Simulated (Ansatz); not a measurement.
# Pt: pressure and energy above lowest point against volume per atom

All results are calculated (Ansatz 0.2.0 development build). Equation of state of a cubic crystal from periodic Kohn-Sham density functional theory without spin; pressure corrected for the finite basis.

Cell of the first row (space group Fm-3m, No. 225):
```
Pt
1.0
      0.0000     1.9450     1.9450
      1.9450     0.0000     1.9450
      1.9450     1.9450     0.0000
Pt
1
Direct
  0.00000 0.00000 0.00000
```

Settings of every row: formula Pt; structure type fcc; functional PBE; spin treatment none; k mesh 16x16x16; occupation method fermi-dirac; occupation width 0.061225619 eV; wave cutoff 700 eV; datasets hard PAW; density cutoff ratio 4.

Limits: modest k-mesh, values are not fully converged in k; the SCF threshold is loose for a stress in some rows; no spin-orbit coupling, which can matter with elements this heavy.

```csv
row,volume per atom (Å³),pressure (GPa),energy above lowest point (meV/atom)
1,14.716,17.929,48.63
2,15.029,11.104,20.4
3,15.342,5.099,4.69
4,15.656,-0.182,0
5,15.969,?,?
6,16.282,-8.888,18.47
7,16.595,-12.445,39.4
```

Question: what pressure and energy above lowest point should row 5 give?

Worked fit of pressure. Take u = (V_r/V)^(2/3) − 1 with V_r = 15.499 Å³ an atom, which is twice the finite (Eulerian) strain; such expansions in the strain, on which the Birch-Murnaghan equation of state is built, carry the rest volume and the bulk modulus. The shown rows have u = 0.03516, 0.02074, 0.00681, -0.0067, -0.03232, -0.04453. Least squares give pressure = 2.3721 + 391.495 × u + 1391.2 × u² + 1638 × u³ GPa; a parabola predicts inner rows, each left out in turn, worse (root mean square 0.033 against 0.011 GPa). The rows lie off it by 0.001, -0.001, -0.004, 0.007, -0.005, 0.002 (root mean square 0.004 GPa). The pressure vanishes at u = -0.0062, or V = 15.64 Å³ an atom, and there the bulk modulus at fixed shape and fractions is B = −V dP/dV = (2/3)(1 + u) dP/du = 248 GPa. The withheld row has u = -0.01972, so the fit gives 2.3721 + 391.495 × (-0.01972) + 1391.2 × (-0.01972)² + 1638 × (-0.01972)³ = -4.820 GPa.

The calculation gave -4.821 GPa. The fit lies 0.001 GPa (0.0033 % of the column's range) above it, one unit of the last digit.

Worked fit of energy above lowest point. Take u = (V_r/V)^(2/3) − 1 with V_r = 15.499 Å³ an atom, which is twice the finite (Eulerian) strain; such expansions in the strain, on which the Birch-Murnaghan equation of state is built, carry the rest volume and the bulk modulus. The shown rows have u = 0.03516, 0.02074, 0.00681, -0.0067, -0.03232, -0.04453. Least squares give energy above lowest point = 1.049 + 343.63 × u + 27983.9 × u² + 20813 × u³ meV/atom; a parabola predicts inner rows, each left out in turn, worse (root mean square 0.39 against 0.0055 meV/atom). All shown rows lie on it to the printed digit. Its lowest point lies at u = -0.0062, or V = 15.64 Å³ an atom, and the curvature there gives the bulk modulus at fixed shape and fractions, B = (4/9)(1 + u)² E″(u)/V = 248 GPa. The withheld row has u = -0.01972, so the fit gives 1.049 + 343.63 × (-0.01972) + 27983.9 × (-0.01972)² + 20813 × (-0.01972)³ = 5.00 meV/atom.

The calculation gave 4.99 meV/atom. The fit lies 0.01 meV/atom (0.021 % of the column's range) above it, one unit of the last digit.
